## Results and discussion: a moment imposed on CoGe

A magnet usually chooses its own moment. Here the total moment of the cell, $m$, was held at six values while the atoms and the cell stayed fixed, all with the r2SCAN functional. A held moment acts like an applied magnetic field of just the strength needed to keep it. At the minimum of the energy curve that field is zero, so there the cell resembles a free ferromagnet. By symmetry the field also vanishes at zero moment, but a free cell stays there only if that point is a minimum too.

CoGe in a fixed two-atom R-3m cell (conventional a = 2.791 Å, c = 11.141 Å) with its total moment held, computed with Ansatz 0.2.0 (r2SCAN, plane-wave PAW, scalar-relativistic, collinear spin). Cutoff 500 eV, 18×18×18 k mesh, Gaussian smearing of 0.1 eV. Energies are extrapolated to zero smearing; pressure is positive in compression.

```csv
held cell moment (μB),energy above lowest (meV/atom),pressure (GPa),largest site moment (μB)
0,20.9,-2.93,0.00
0.38,7.5,-2.16,0.47
0.75,0.0,-0.20,0.85
1.12,6.8,3.23,1.19
1.5,37.5,7.78,1.50
1.88,104.8,14.21,1.79
```

### Does this cell prefer to be magnetic?

At this level of theory it does. Of the six points the one at 0.75 μB is lowest, and the nonmagnetic cell lies 20.9 meV/atom above it. The cell holds one Co and one Ge atom, so this is about 42 meV for each Co atom. It is the cost of removing the moments altogether. Tilting them against each other is a different process, so the figure gives no Curie temperature.

The minimum need not fall exactly on a computed point. A parabola in $m$ through the three lowest points puts it at 0.76 μB, while a parabola in $m^2$ through the same points puts it at 0.84 μB. The preferred moment is therefore about 0.8 μB, and a second decimal would depend on the curve chosen.

### Which atom carries the moment?

Cobalt carries nearly all of it. At a cell moment of 0.75 μB the Co site even exceeds the total, with 0.85 μB. The difference is made up by spin of the opposite sign, about 0.03 μB on Ge and 0.07 μB in the space outside the sites. Covalent mixing can explain the sign on Ge. If the Ge p levels lie mostly above the Co d levels, the minority d levels, being the higher ones, are closer to them. The occupied minority states can then hold more Ge character than the majority ones.

The share that Co takes changes along the curve. When the cell moment is first raised from 0 to 0.38 μB, Co gains 0.47 μB. In the last step, from 1.5 to 1.88 μB, the cell gains as much but Co gains only 0.29 μB. The rest has to go to Ge and to the space between the sites.

### Why does the energy first fall and then climb?

A moment $m$, in μB, arises when $m/2$ electrons move from minority to majority states. They must enter higher levels, and if each spin has $N$ states per unit of energy at the Fermi level, this costs $m^2/4N$. Electrons of equal spin avoid each other, which gains an exchange energy $I m^2/4$, where $I$ measures the strength of exchange on the atom. For small moments the change of energy is

$$
\Delta E = \frac{m^2}{4}\left(\frac{1}{N} - I\right).
$$

If $IN$ is greater than 1, the nonmagnetic metal is unstable. This is the Stoner criterion. The fall of the energy from $m=0$ is what the criterion would produce, although neither $N$ nor $I$ was computed here.

The gain doesn't last. With constant $N$ and $I$ both terms grow as $m^2$, and the energy would fall for ever. Even then each further electron has to climb further than the last, from a deeper minority level to a higher majority one, and that is what makes the cost grow as $m^2$. A turn is expected if the levels also become sparser away from the Fermi level. The climb then lengthens faster, and the cost outgrows the gain. Broad s and p bands need not be involved yet, for Co still takes 0.34 of the 0.37 μB added just beyond the lowest point. Further out the empty majority d states probably run short, and more electrons must enter those broad bands, which gain little from exchange. The shrinking share of Co fits this, as does the steep last step of 67.3 meV/atom.

### Why does a larger moment push the cell outward?

Pressure is counted positive when the cell wants to expand, and it rises at every step, from −2.93 to 14.21 GPa. The Stoner expression offers a reason, provided that $I$ hardly changes with volume. Expansion weakens the overlap between atoms and narrows the d bands, so $N$ grows and the cost $m^2/4N$ falls. A magnetic cell can thus lower its energy by expanding, and the outward push should grow as $m^2$.

The numbers follow this rule closely. At 1.5 μB the pressure has risen by $7.78+2.93=10.71$ GPa above its nonmagnetic value. Divided by $1.5^2$, this is 4.8 GPa for each squared μB, and the other magnetic rows give between 4.8 and 5.3. The square law thus holds far beyond the small moments for which it was argued.

### What would change if the cell could adapt?

At 0.75 μB the pressure is close to zero, so this fixed cell nearly suits the preferred moment. It suits the other states less well. The nonmagnetic cell pulls inward, mainly along the threefold axis, where its stress is −7.5 GPa against −0.6 GPa in the plane. At 1.88 μB the cell pushes outward by 22 GPa along the axis and 10 GPa in the plane.

Allowing each cell to relax would release this strain energy. The badly strained states should gain most, which would make the curve shallower on both sides. The listed 20.9 meV/atom is therefore probably too high a price for losing the moment in a cell free to relax. The pressures also give the direction of the opposite effect: squeezing the cell costs more energy at a large moment than at a small one, so compression favours a smaller moment.

### Does the shortest Landau expansion describe the curve?

The energy can't depend on whether the moment points up or down, so an expansion contains only even powers of $m$. The shortest form with a magnetic minimum has a negative term in $m^2$ and a positive term in $m^4$. If its minimum lies at $m_0$ and the nonmagnetic state lies $D$ above it, the energy above the minimum is

$$
E = D\left[\left(\frac{m}{m_0}\right)^2 - 1\right]^2 .
$$

Two rows fix both constants: $D=20.9$ meV/atom from the nonmagnetic row and $m_0=0.75$ μB from the lowest one. The row at 1.5 μB was not used, and it is a simple test because its moment is exactly $2m_0$. The bracket becomes $4-1=3$, so doubling the moment should cost nine times $D$, or $9\times20.9=188$ meV/atom. The calculation gives 37.5 meV/atom, less than twice $D$.

This failure doesn't hang on the exact place of the minimum. With $m_0=0.84$ μB the estimate drops to about 100 meV/atom, still more than double the computed value. The form also misses the inner side of the curve. By 0.38 μB the energy has already fallen by 13.4 of the 20.9 meV/atom, almost two thirds, where the Landau form with $m_0=0.75$ μB allows less than half.

The nonmagnetic state is part of the trouble. A curve with a constant and terms in $m^2$ and $m^4$, drawn through the rows from 0.38 to 1.12 μB alone, puts that state at 12 meV/atom and not at 20.9. But the same curve gives 59 meV/atom at 1.5 μB, again far above the computed value, so the magnetic rows by themselves also need higher powers of $m$. A peak in the density of states at the Fermi level could explain the high nonmagnetic state, since even a small spin splitting would then gain much energy. The entropy term of the smearing, which grows with the number of states near the Fermi level, offers a hint. It is 10.2 meV per cell without a moment and at most 7.2 meV with one. This is no proof, because no density of states is at hand and no row was tested for a lower electronic state.

### Which digits can carry a decision?

The listed energies are corrected for the smearing. Using the uncorrected free energies instead keeps their order and shifts no relative energy by more than 0.8 meV/atom, though the smearing width itself was not varied. The first decimal of the energies is thus a matter of convention. The pressure trend is large and smooth, but the stress was only loosely converged, so −0.20 GPa means "near zero" and no more.

The choice of functional matters more than any of these digits. r2SCAN tends to exaggerate both moments and magnetic energies in metals whose d electrons are mobile, and a well of 20.9 meV/atom is shallow enough to be in doubt. The structure limits the result as well: CoGe normally crystallises in a monoclinic form, and a cell with a single Co atom can't show antiferromagnetic order among Co atoms.

What remains open is whether the magnetic minimum is a property of this structure or of the functional. Repeating the whole scan with PBE in this same cell would be the first test, since only the functional would then change. A few points between 0 and 0.38 μB, together with a density of states, would then test whether a peak at the Fermi level is what puts the nonmagnetic state so high.
